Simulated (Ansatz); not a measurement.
# BiAu: the change of pressure with volume scale

All results are calculated (Ansatz 0.2.0). Periodic Kohn-Sham DFT of a crystal at fixed atoms, scaled to volume_scale times the given cell; pressure positive in compression, energy less spherical unpolarised free atoms, largest_vzz the field gradient of largest size among the nuclei.

The cell before it is scaled or strained (space group Fm-3m, No. 225):
```
CELL_PARAMETERS angstrom
0.00000 2.97250 2.97250
2.97250 0.00000 2.97250
2.97250 2.97250 0.00000
ATOMIC_POSITIONS crystal
Au 0.00000 0.00000 0.00000
Bi 0.50000 0.50000 0.50000
```

Settings of every row: method frozen-core PAW; functional PBE; relativity scalar; k mesh 12x12x12; filling fermi-dirac; smearing width 0.03 eV; wave cutoff 420 eV; paw set soft_2.

Atom start moment: 0 on all atoms.

Limits: no spin-orbit coupling on heavy atoms; the cell comes from a prototype or a list of computed structures and needn't be the stable phase.

```
row  volume scale  V (Å³/atom)  pressure (GPa)
  1        0.9405       24.702           5.142
  2          0.98       25.739           1.533
  3             1       26.263           0.013
  4          1.02        26.79               ?
  5          1.06        27.84          -3.574
```

Question: what pressure should row 4 give?

Worked fit of pressure. Take u = (V_r/V)^(2/3) − 1 with V_r = 26.001 Å³ an atom, which is twice the finite (Eulerian) strain; such expansions in the strain, on which the Birch-Murnaghan equation of state is built, carry the rest volume and the bulk modulus. The shown rows have u = 0.03476, 0.00677, -0.00666, -0.04454. Least squares give pressure = 0.7502 + 113.508 × u + 368.86 × u² GPa; a straight line predicts inner rows, each left out in turn, worse (root mean square 0.38 against 0.0051 GPa). The rows lie off it by 0.001, -0.003, 0.002, 0.000. The pressure vanishes at u = -0.0068, or V = 26.27 Å³ an atom, and there the bulk modulus at fixed shape and fractions is B = −V dP/dV = (2/3)(1 + u) dP/du = 71.9 GPa. The withheld row has u = -0.01973, so the fit gives 0.7502 + 113.508 × (-0.01973) + 368.86 × (-0.01973)² = -1.346 GPa.

The calculation gave -1.333 GPa. The fit lies 0.013 GPa (0.15 % of the column's range) below it; its largest miss of a shown row is 0.003 GPa.
